\section*{Dirac--Coulomb Sturmians and the polarisability of the 1s level}

\subsection*{Premises}

Today I compute the static dipole polarisability of a hydrogen-like ion in its ground state, to all orders in $\xi=Z\alpha$, with a discrete basis studied by Szmytkowski (1997). The premises are three. The nucleus is a fixed, spinless point charge. The electron field is quantised in the eigenmodes of $H=\boldsymbol\alpha\cdot\mathbf p+\beta-\xi/r$, which is the Furry picture. The uniform static field $\mathcal F$ along $z$ is classical, and no virtual photons are included. I set $\hbar=c=m=1$, so lengths are in units of $\alpha a_0$. The electron charge is $-e$, the perturbation is $V=e\mathcal F z$, and the polarisability volume $\alpha_d$ is defined by $\Delta E=-\tfrac12\,4\pi\epsilon_0\,\alpha_d\mathcal F^2$.

Let one electron occupy the level $a$. Second-order perturbation theory in Fock space has two kinds of intermediate state. The electron may go to a positive-energy level $p$, which gives $-|V_{pa}|^2/(E_p-E_a)$. Or $V$ may create a pair, with an electron in $p\neq a$ and a hole in a negative-energy level $m$, which gives $-|V_{pm}|^2/(E_p-E_m)$. The vacuum with the bare nucleus has the same pair terms for every $p$, including $p=a$. Measured from that vacuum, the pair terms leave $+|V_{am}|^2/(E_a-E_m)=-|V_{am}|^2/(E_m-E_a)$. Both kinds then have the same form, and with $e^2/4\pi\epsilon_0=\alpha$,
\begin{equation}
\alpha_d=2\alpha\,\langle a|z\,(H-E_a)^{-1}z|a\rangle ,
\label{def}
\end{equation}
the resolvent containing the whole spectrum. Since $z|a\rangle$ has odd parity, no pole is met. The operator $z$ conserves $m_j$, and the two substates shift equally.

\medskip\noindent\emph{Question: How large are the negative-energy terms?}

They can be bounded. From $[H,z]=-i\alpha_z$ we get $|z_{ma}|=|(\alpha_z)_{ma}|/(E_a-E_m)$. We have $E_a-E_m\ge 1+E_a$, and $\sum_m|(\alpha_z)_{ma}|^2\le\langle\alpha_z^2\rangle=1$. So these terms are negative and at most $2\alpha/(1+E_a)^3$ in size. The natural unit of $\alpha_d$ will be $\alpha/\xi^4$, so they enter at relative order $\xi^4$.

\subsection*{Radial reduction}

I write $\psi=r^{-1}(P\,\Omega_{\kappa m},\,iQ\,\Omega_{-\kappa m})^{T}$ with $\boldsymbol\sigma\cdot\mathbf n\,\Omega_{\kappa m}=-\Omega_{-\kappa m}$. The radial operator is
\begin{equation}
H_\kappa-E=\begin{pmatrix}1-E-\xi/r & -\partial_r+\kappa/r\\ \partial_r+\kappa/r & -1-E-\xi/r\end{pmatrix}.
\end{equation}
Let $\gamma_\kappa=\sqrt{\kappa^2-\xi^2}$, written $\gamma_1$ and $\gamma_2$ for $|\kappa|=1,2$. For $|E|<1$ let $\lambda=\sqrt{1-E^2}$, $\varepsilon=\sqrt{(1-E)/(1+E)}$, $x=2\lambda r$, so $1-E=\varepsilon\lambda$ and $1+E=\lambda/\varepsilon$. Substitution confirms the ground state ($\kappa=-1$): $E=\gamma_1$, $\lambda=\xi$, $\varepsilon=\xi/(1+\gamma_1)$,
\begin{equation}
P=\mathcal N x^{\gamma_1}e^{-x/2},\quad Q=-\varepsilon P,\quad \mathcal N^2=\frac{\xi(1+\gamma_1)}{\Gamma(2\gamma_1+1)},
\end{equation}
where the norm uses $1+\varepsilon^2=2/(1+\gamma_1)$.

Now the angles. The function $\cos\theta\,\Omega_{-1m}$ has $l=1$, so it contains $\Omega_{1m}$ ($p_{1/2}$) and $\Omega_{-2m}$ ($p_{3/2}$). The first coefficient is $-\langle\Omega_{-1m}|\boldsymbol\sigma\cdot\mathbf n\,n_z|\Omega_{-1m}\rangle=-2m/3$, with square $1/9$. The squares add to $\langle\cos^2\theta\rangle=1/3$, so the second is $2/9$. Because $\boldsymbol\sigma\cdot\mathbf n$ commutes with $\cos\theta$, the lower components carry the same coefficients. Hence
\begin{equation}
\alpha_d=\frac{2\alpha}{9}\left(R_{1}+2R_{-2}\right),\qquad R_\kappa=\int_0^\infty\! dr\; r\,(P\Psi_1+Q\Psi_2),
\label{chan}
\end{equation}
where $(H_\kappa-E)\Psi=r(P,Q)^T$.

\subsection*{The Sturmian problem}

Fix $E$ in the gap and let the strength of the potential be the eigenvalue, with $\mu$ in the upper row and $1/\mu$ in the lower:
\begin{equation}
\begin{pmatrix}\varepsilon\lambda-\mu\xi/r & -\partial_r+\kappa/r\\ \partial_r+\kappa/r & -\lambda/\varepsilon-\xi/(\mu r)\end{pmatrix}\begin{pmatrix}S\\T\end{pmatrix}=0 .
\label{sturm}
\end{equation}

\noindent\emph{Question: Why not $\mu$ in both rows?}

Look at the origin. With $S,T\propto r^{s}$ the $1/r$ terms require $s^2-\kappa^2=-(\mu\xi)(\xi/\mu)=-\xi^2$. The exponent is $\gamma_\kappa$ for every $\mu$. With $\mu$ in both rows it would be $\sqrt{\kappa^2-\mu^2\xi^2}$, which turns imaginary for large $|\mu|$, and no discrete complete set would result.

Write $\gamma=\gamma_\kappa$, $\nu=\mu/\varepsilon$, and
\begin{equation}
S=C\,x^\gamma e^{-x/2}(f+g),\qquad T=\varepsilon\,C\,x^\gamma e^{-x/2}(f-g).
\end{equation}
Divide the upper row of (\ref{sturm}) by $\varepsilon$, and take the difference and the sum of the rows. With $A=\xi(\nu-1/\nu)/2$ and $N=\xi(\nu+1/\nu)/2$, so that $N^2-A^2=\xi^2$ and $\nu\xi=A+N$,
\begin{align}
xf'+(\gamma+A-x)f&=-(N+\kappa)\,g,\label{f}\\
xg'+(\gamma-A)g&=(N-\kappa)\,f.\label{g}
\end{align}
Apply the operator on the left of (\ref{f}) to (\ref{g}). The constant term is $\gamma^2-A^2+N^2-\kappa^2=0$, and one factor $x$ divides out:
\begin{equation}
xg''+(2\gamma+1-x)g'+(A-\gamma)g=0 .
\end{equation}
The solution regular at the origin grows like $e^{x}$ unless $A-\gamma=k=0,1,2,\dots$, when $g\propto L_k^{(2\gamma)}$. The case $g\equiv0$ fails too, since (\ref{f}) then gives $f\propto x^{-\gamma-A}e^{x}$. So $N^2=(k+\gamma)^2+\xi^2$, that is $N^2-\kappa^2=k(k+2\gamma)\equiv K$. The identity $xL_k'-kL_k=-(k+2\gamma)L_{k-1}$ in (\ref{g}) fixes
\begin{equation}
f=L_{k-1}^{(2\gamma)},\quad g=b\,L_k^{(2\gamma)},\quad b=\frac{\kappa-N}{k+2\gamma},\quad \mu=\frac{\varepsilon}{\xi}(k+\gamma+N),
\end{equation}
with $L_{-1}=0$. For $k\ge1$ both signs of $N$ are allowed. For $k=0$, $N=-\kappa$ works with $f=0$, while $N=+\kappa$ leaves $xf'+(2\gamma-x)f=\text{const}\neq0$, whose regular solution grows like $e^x$. We therefore label the solutions $\Phi_n=(S_n,T_n)^T$ by one integer $n=0,\pm1,\pm2,\dots$, with $k=|n|$, the sign of $N$ equal to that of $n$, and $N=-\kappa$ at $n=0$. Since $|N|>k+\gamma$, $\mu$ has the sign of $N$, and $\mu_n\mu_{-n}=-\varepsilon^2$.

\subsection*{Orthogonality and completeness}

Take the positive scalar product
\begin{equation}
(\Phi,\tilde\Phi)=\lambda\int_0^\infty\! dr\,\big(\varepsilon S\tilde S+\varepsilon^{-1}T\tilde T\big)=\varepsilon C\tilde C\int_0^\infty\! dx\,x^{2\gamma}e^{-x}(f\tilde f+g\tilde g).
\end{equation}
The Laguerre norm is $h_k=\Gamma(k+2\gamma+1)/k!$. Different $k$ are orthogonal at once. For $n$ and $-n$ the integral is $h_{k-1}+b_+b_-h_k$, and it vanishes because $b_+b_-=-k/(k+2\gamma)=-h_{k-1}/h_k$. For the norm, $b^2h_k=h_{k-1}(N-\kappa)/(N+\kappa)$, so the integral is $2Nh_{k-1}/(N+\kappa)$. Using $K$ to remove $N+\kappa$, we get $(\Phi_n,\Phi_{n'})=\delta_{nn'}$ for
\begin{equation}
C^2=\frac{k!\,(k+2\gamma)}{2\varepsilon N(N-\kappa)\,\Gamma(k+2\gamma)},
\end{equation}
which also holds at $k=0$, where the integral is $(\kappa/\gamma)^2h_0$. The pair $\Phi_{\pm k}$ spans $(f,g)=(L_{k-1},0)$ and $(0,L_k)$, and $\Phi_0$ supplies $(0,L_0)$. Laguerre functions are complete on the half-line, so the $\Phi_n$ are a complete orthonormal set of two-component functions.

\medskip\noindent\emph{Question: Are the negative $n$ the negative-energy states?}

No. All $\Phi_n$ belong to the same energy and decay as $e^{-\lambda r}$. A first-order system has two components, and each needs its own complete set, hence two functions per $k$. Bound levels and both continua are spread over all $n$.

\subsection*{The Green function}

Act with $H_\kappa-E$ on $(\mu S,T)^T$ and use (\ref{sturm}). The upper row gives $(\varepsilon\lambda-\xi/r)\mu S-(\varepsilon\lambda-\mu\xi/r)S$, the lower $\mu(\lambda/\varepsilon+\xi/\mu r)T-(\lambda/\varepsilon+\xi/r)T$. The $1/r$ terms cancel:
\begin{equation}
(H_\kappa-E)\begin{pmatrix}\mu_nS_n\\T_n\end{pmatrix}=(\mu_n-1)\,\lambda\begin{pmatrix}\varepsilon S_n\\ T_n/\varepsilon\end{pmatrix}.
\end{equation}
Expand the solution of $(H_\kappa-E)\Psi=\Theta$ as $\Psi=\sum c_n\Phi_n$ with $c_n=(\Phi_n,\Psi)$. By the last equation $(\mu_n-1)c_n$ is the overlap of $\Psi$ with $(H_\kappa-E)(\mu_nS_n,T_n)^T$. Move the operator onto $\Psi$; the surface terms vanish, as both functions go like $r^\gamma$ at the origin and decay at infinity. Then $c_n=\int(\mu_nS_n\Theta_1+T_n\Theta_2)dr/(\mu_n-1)$, or
\begin{equation}
G_\kappa(E;r,r')=\sum_{n=-\infty}^{\infty}\frac{1}{\mu_n-1}\begin{pmatrix}S_n(r)\\T_n(r)\end{pmatrix}\big(\mu_nS_n(r'),\;T_n(r')\big).
\end{equation}
The poles $\mu_n(E)=1$ are the Dirac--Coulomb levels.

\subsection*{Inserting the basis}

Put $E=\gamma_1$ and define $\delta=\gamma_\kappa-\gamma_1$, $y=k+\delta$. Then $\mu-1=D/(1+\gamma_1)$ with $D=N+y-1$. Rodrigues' formula and $k$ partial integrations give
\begin{equation}
J_k=\int_0^\infty\! dx\,x^{\gamma_1+\gamma+1}e^{-x}L_k^{(2\gamma)}=\Gamma(\gamma_1+\gamma+2)\frac{(\delta-1)_k}{k!},
\end{equation}
with $(a)_k$ the rising factorial, so $kJ_k=qJ_{k-1}$, $q=y-2$. In the integrands, $PS+QT$ carries $(1-\varepsilon^2)f+(1+\varepsilon^2)g=2(\gamma_1f+g)/(1+\gamma_1)$, and $\mu PS+QT$ carries in addition $(\mu-1)(f+g)$. With $X=\gamma_1J_{k-1}+bJ_k$, $Y=J_{k-1}+bJ_k$ and $r\,dr=x\,dx/4\xi^2$,
\begin{equation}
R_\kappa=\frac{1+\gamma_1}{16\,\xi^4\,\Gamma(2\gamma_1+1)}\sum_n t_n,\qquad t_n=\frac{k!\,(k+2\gamma)}{N(N-\kappa)\Gamma(k+2\gamma)}\,X\Big(Y+\frac{2X}{D}\Big).
\end{equation}
The square roots $N$ disappear when $n$ and $-n$ are added. Define $v_k=J_k^2/h_k$. For $k\ge1$ let $M=N+\kappa$, so $b=-k/M$ and $bJ_k=-qJ_{k-1}/M$. Then
\begin{equation}
t_n=\frac{v_{k-1}}{N}\left[\frac{(\gamma_1M-q)(M-q)}{M}+\frac{2(\gamma_1M-q)^2}{MD}\right].
\end{equation}
The pair sum is twice the part of the bracket odd in $N$, divided by $N$. We rationalise with $1/M=(N-\kappa)/K$ and $1/D=(N-y+1)/[2(1+\gamma_1)y]$. The second follows from $N^2=(y+\gamma_1)^2+\xi^2=y^2+2\gamma_1y+1$. The first term of the bracket yields $2\gamma_1+2q^2/K$, the second
\begin{equation}
\frac{2}{(1+\gamma_1)y}\Big[\gamma_1^2(\kappa+1-y)-2\gamma_1q-\frac{q^2(y-1+\kappa)}{K}\Big].
\end{equation}
Add them and use $v_{k-1}q^2/K=v_k$:
\begin{equation}
t_k+t_{-k}=\frac{2}{1+\gamma_1}\Big\{v_{k-1}\Big[\frac{\gamma_1^2(\kappa+1)+4\gamma_1}{y}-\gamma_1\Big]+v_k\Big[\gamma_1+\frac{1-\kappa}{y}\Big]\Big\}.
\label{pair}
\end{equation}
For $n=0$ we have $X=Y=\kappa J_0/\gamma$ and $D=\delta-1-\kappa$, so
\begin{equation}
t_0=2v_0\,\frac{\delta+1-\kappa}{\delta-1-\kappa}.
\label{zero}
\end{equation}
From (\ref{chan}), $\alpha_d=(\alpha/\xi^4)(\bar\alpha_{1/2}+\bar\alpha_{3/2})$ with $\bar\alpha_{1/2}=\tfrac29\xi^4R_1$ and $\bar\alpha_{3/2}=\tfrac49\xi^4R_{-2}$. The unit is $(\alpha a_0)^3\alpha/\xi^4=a_0^3/Z^4$.

\subsection*{The $p_{1/2}$ channel}

Here $\kappa=1$, $\delta=0$, and $(-1)_k$ vanishes for $k\ge2$. So $v_0=(2\gamma_1+1)^2\Gamma(2\gamma_1+1)$, $v_1=(2\gamma_1+1)\Gamma(2\gamma_1+1)$, and the rest are zero. Equation (\ref{zero}) gives $t_0=0$. In (\ref{pair}) the braces are $v_0(2\gamma_1^2+3\gamma_1)+v_1\gamma_1$ for $k=1$ and $v_1(\gamma_1^2+\gamma_1)$ for $k=2$. Their sum is $\Gamma(2\gamma_1+1)\,\gamma_1(2\gamma_1+1)(4\gamma_1^2+9\gamma_1+5)$, and the quadratic factorises:
\begin{equation}
\bar\alpha_{1/2}=\tfrac1{36}\,\gamma_1(\gamma_1+1)(2\gamma_1+1)(4\gamma_1+5).
\label{p12}
\end{equation}

\noindent\emph{Question: A terminating series suggests an elementary solution. Can you check it that way?}

Yes. Write $\Psi$ like $(S,T)$ with $C=\mathcal N/8\xi^3$. At $\mu=1$ we have $A=\gamma_1$, $N=1$, and the source turns (\ref{f}) and (\ref{g}) into $xf'+(2\gamma_1-x)f+2g=-2x^2$ and $xg'=2\gamma_1x^2$. The solution is $f=(2\gamma_1+2)(2\gamma_1+1+x)$, $g=\gamma_1x^2-\gamma_1f(0)$. Then $\gamma_1f+g=\gamma_1[(2\gamma_1+2)x+x^2]$, its moment with $x^{2\gamma_1+1}e^{-x}$ is $\gamma_1(4\gamma_1+5)\Gamma(2\gamma_1+3)$, and (\ref{p12}) follows again.

\subsection*{The $p_{3/2}$ channel}

Now $\kappa=-2$, $\delta=\gamma_2-\gamma_1$, and $K=y^2+2\gamma_1y-3$. At $k=0$, $K=0$ means $\delta^2+2\gamma_1\delta=3$, and cross-multiplication shows that (\ref{zero}) equals $2v_0(\gamma_1+3/\delta)/(1+\gamma_1)$, the $v_k$ term of (\ref{pair}) at $k=0$. Shifting the index of the $v_{k-1}$ terms cancels $\pm\gamma_1v_k$:
\begin{equation}
\bar\alpha_{3/2}=\frac{1}{18\,\Gamma(2\gamma_1+1)}\sum_{k=0}^\infty v_k\Big[\frac{3}{k+\delta}+\frac{\gamma_1(4-\gamma_1)}{k+\delta+1}\Big],
\label{pos}
\end{equation}
\begin{equation}
v_k=\frac{\Gamma^2(\gamma_1+\gamma_2+2)}{\Gamma(2\gamma_2+1)}\,\frac{[(\delta-1)_k]^2}{k!\,(2\gamma_2+1)_k}\;\propto\;k^{-2\gamma_1-4}\quad(k\to\infty).
\end{equation}
All terms are positive, and $\sum kv_k$ converges. Let $\Sigma_a=\sum v_k/(k+a)$. Divide the recurrence $v_kK=v_{k-1}(y-2)^2$ by $y$ and sum over $k\ge1$. On the left the term $k=0$ may be added, because $K=0$ there, and we get $\sum v_k(k+\delta+2\gamma_1)-3\Sigma_\delta$. On the right, after the shift, $\sum v_k(k+\delta-3)+4\Sigma_{\delta+1}$. Hence $3\Sigma_\delta=(2\gamma_1+3)\sum v_k-4\Sigma_{\delta+1}$. The $J_k/h_k$ are the Laguerre coefficients of $x^{1-\delta}$, so Parseval's relation gives $\sum v_k=\int x^{2\gamma_2+2-2\delta}e^{-x}dx=\Gamma(2\gamma_1+3)$. The coefficient of $\Sigma_{\delta+1}$ becomes $\gamma_1(4-\gamma_1)-4=-(2-\gamma_1)^2$. Finally $1/(k+\delta+1)=(\delta+1)_k/[(\delta+1)(\delta+2)_k]$, and
\begin{align}
\bar\alpha_{3/2}&=\tfrac1{18}(2\gamma_1+1)(2\gamma_1+2)(2\gamma_1+3)-B,\label{p32}\\
B&=\frac{(2-\gamma_1)^2\,\Gamma^2(\gamma_1+\gamma_2+2)}{18(\delta+1)\Gamma(2\gamma_1+1)\Gamma(2\gamma_2+1)}\;{}_3F_2(\delta-1,\delta-1,\delta+1;\delta+2,2\gamma_2+1;1).\nonumber
\end{align}
Adding (\ref{p12}) gives the closed form
\begin{equation}
\alpha_d=\frac{a_0^3}{Z^4}\Big[\tfrac1{36}(\gamma_1+1)(2\gamma_1+1)(4\gamma_1^2+13\gamma_1+12)-B\Big].
\label{final}
\end{equation}

\subsection*{Expansion in $Z\alpha$}

Let $t=\xi^2$. Then $\gamma_1=1-t/2-t^2/8$, $\gamma_2=2-t/4-t^2/64$, $\delta=1+t/4+7t^2/64$. The logarithmic derivative of (\ref{p12}) at $\gamma_1=1$ is $1+\tfrac12+\tfrac23+\tfrac49=\tfrac{47}{18}$, so $\bar\alpha_{1/2}=\tfrac32(1-\tfrac{47}{36}t)$. The polynomial in (\ref{p32}) is $\tfrac{10}{3}[1-(\tfrac13+\tfrac14+\tfrac15)t]=\tfrac{10}3-\tfrac{47}{18}t$. In $B$ the ${}_3F_2$ is $1+O(t^2)$, because $(\delta-1)^2=t^2/16+\dots$. The prefactor starts at $1/3$, and its logarithm has the linear coefficient $1-\tfrac18-\tfrac32\psi(5)+\psi(3)+\tfrac12\psi(5)=\tfrac78-\tfrac7{12}=\tfrac7{24}$, with $\psi$ the digamma function. Thus $\bar\alpha_{3/2}=3-\tfrac{65}{24}t=3(1-\tfrac{65}{72}t)$, and the channels add to $\tfrac92-\tfrac{14}{3}t$.

One more order is cheap. The polynomial in (\ref{final}) has first and second derivatives $329/36$ and $458/36$ at $\gamma_1=1$, so its $t^2$ coefficient is $(458-329)/288=43/96$. The logarithm of the prefactor of $B$ has the $t^2$ coefficient $-\tfrac3{64}-\tfrac14[\psi(5)-\psi(3)]+\tfrac7{16}\psi'(5)-\tfrac12\psi'(3)=-\tfrac{439}{2304}-\tfrac{\pi^2}{96}$, and exponentiation adds $\tfrac12(\tfrac7{24})^2=\tfrac{98}{2304}$. The ${}_3F_2$ adds $3\sum_{k\ge1}[k^2(k+1)(k+2)^2(k+3)(k+4)]^{-1}=\tfrac{1205}{2304}-\tfrac{5\pi^2}{96}$, by partial fractions. These sum to $\tfrac38-\tfrac{\pi^2}{16}$, so $B$ has $\tfrac18-\tfrac{\pi^2}{48}$, and
\begin{equation}
\alpha_d=\frac92\frac{a_0^3}{Z^4}\Big[1-\frac{28}{27}(Z\alpha)^2+\frac{31+2\pi^2}{432}(Z\alpha)^4+\dots\Big].
\label{exp}
\end{equation}

\subsection*{Range of validity}

Within the premises (\ref{final}) is exact. It needs $\gamma_1>0$, that is $Z\alpha<1$, and for $Z\alpha<\sqrt3/2$ square-integrability alone selects the $r^{+\gamma}$ behaviour we used. The field must be weak, $e\mathcal Fa_0/Z\ll(1-\gamma_1)mc^2$, and its frequency far below the excitation energies. Strictly the level is a resonance in a uniform field, with an exponentially small width. The result does not carry over to excited states, where degenerate levels of opposite parity put a pole in the resolvent. What lies outside the premises is best sized on the example.

\subsection*{Illustration: Bi$^{82+}$}

The inputs are $Z=83$, $\alpha=1/137.036$, $a_0=0.529177$~\AA, $mc^2=510999$~eV. Then $\xi=0.60568$, $\gamma_1=0.79571$, $\gamma_2=1.90608$, $\delta=1.11037$, the binding energy is $104.4$~keV, and $a_0^3/Z^4=3.1224\times10^{-9}$~\AA$^3$. The ${}_3F_2$ equals $1.00189$, $B=0.3550$, and the polynomial in (\ref{p32}) is $2.3740$.

\begin{center}
\begin{tabular}{lcccc}
channel & $\bar\alpha$ & $\bar\alpha/\bar\alpha(\xi=0)$ & same, order $\xi^2$ & $\alpha_d$ ($10^{-9}$~\AA$^3$)\\ \hline
$p_{1/2}$ & 0.8416 & 0.561 & 0.521 & 2.63\\
$p_{3/2}$ & 2.0190 & 0.673 & 0.669 & 6.30\\
sum & 2.8606 & 0.6357 & 0.6196 & 8.93
\end{tabular}
\end{center}

The non-relativistic value would be $14.05\times10^{-9}$~\AA$^3$. The $p_{1/2}$ channel is reduced more strongly, and the ratio of $p_{3/2}$ to $p_{1/2}$ rises from 2 to $2.40$. With its $\xi^4$ term (\ref{exp}) gives $0.6354$ against the exact $0.6357$. The first term of (\ref{pos}) alone is $2.0158$, or $99.8$ per cent of that channel. The bound on the negative-energy terms is $2\xi^4/(1+\gamma_1)^3=0.0465$, about $1.6$ per cent of the sum.

\medskip\noindent\emph{Question: How many of these digits describe the real ion?}

The four-figure entries test the formula and belong to the point-nucleus model. Two omitted effects dominate. The nuclear size enters through $(2ZR/a_0)^{2\gamma_1}$, which is $2.3\times10^{-3}$ for an approximate radius $R=7.1\times10^{-5}$~\AA; it weakens the binding and so tends to raise $\alpha_d$. One-loop radiative shifts have the scale $(\alpha/\pi)\xi^4mc^2=160$~eV times a function of order one, or $1.5\times10^{-3}$ of the binding energy. Each should change $\alpha_d$ by some parts in a thousand. That is far below the relativistic reduction, but it reaches the third figure. Recoil, $m/M=2.6\times10^{-6}$ for a mass of about 209~u, is negligible, and so is the hyperfine interaction: a splitting of typically 5~eV is $5\times10^{-5}$ of the binding energy.

\medskip\noindent\emph{Question: And the vacuum term that you subtracted?}

It is the response of the vacuum around the bare nucleus. Its scale is $\alpha\xi^2(\alpha a_0)^3=1.5\times10^{-10}$~\AA$^3$, or $1.7$ per cent of our result, and the coefficient at lowest order is typically a few hundredths. It is absent from the shift of the ion relative to the bare nucleus, which is what (\ref{def}) defines.

The weak-field condition reads $\mathcal F\ll1.6\times10^{7}$~V/\AA. At $\mathcal F=1$~V/\AA, with $e^2/4\pi\epsilon_0=14.3996$~eV\,\AA, the shift is $-3.1\times10^{-10}$~eV, which corresponds to $3.6\times10^{-6}$~K. The model's polarisability is $8.93\times10^{-9}$~\AA$^3$, split as $2.63$ from $p_{1/2}$ and $6.30$ from $p_{3/2}$ in the same unit. By the estimates above it should hold for the real ion at the one per cent level, so that $8.9\times10^{-9}$~\AA$^3$ is the figure it supports.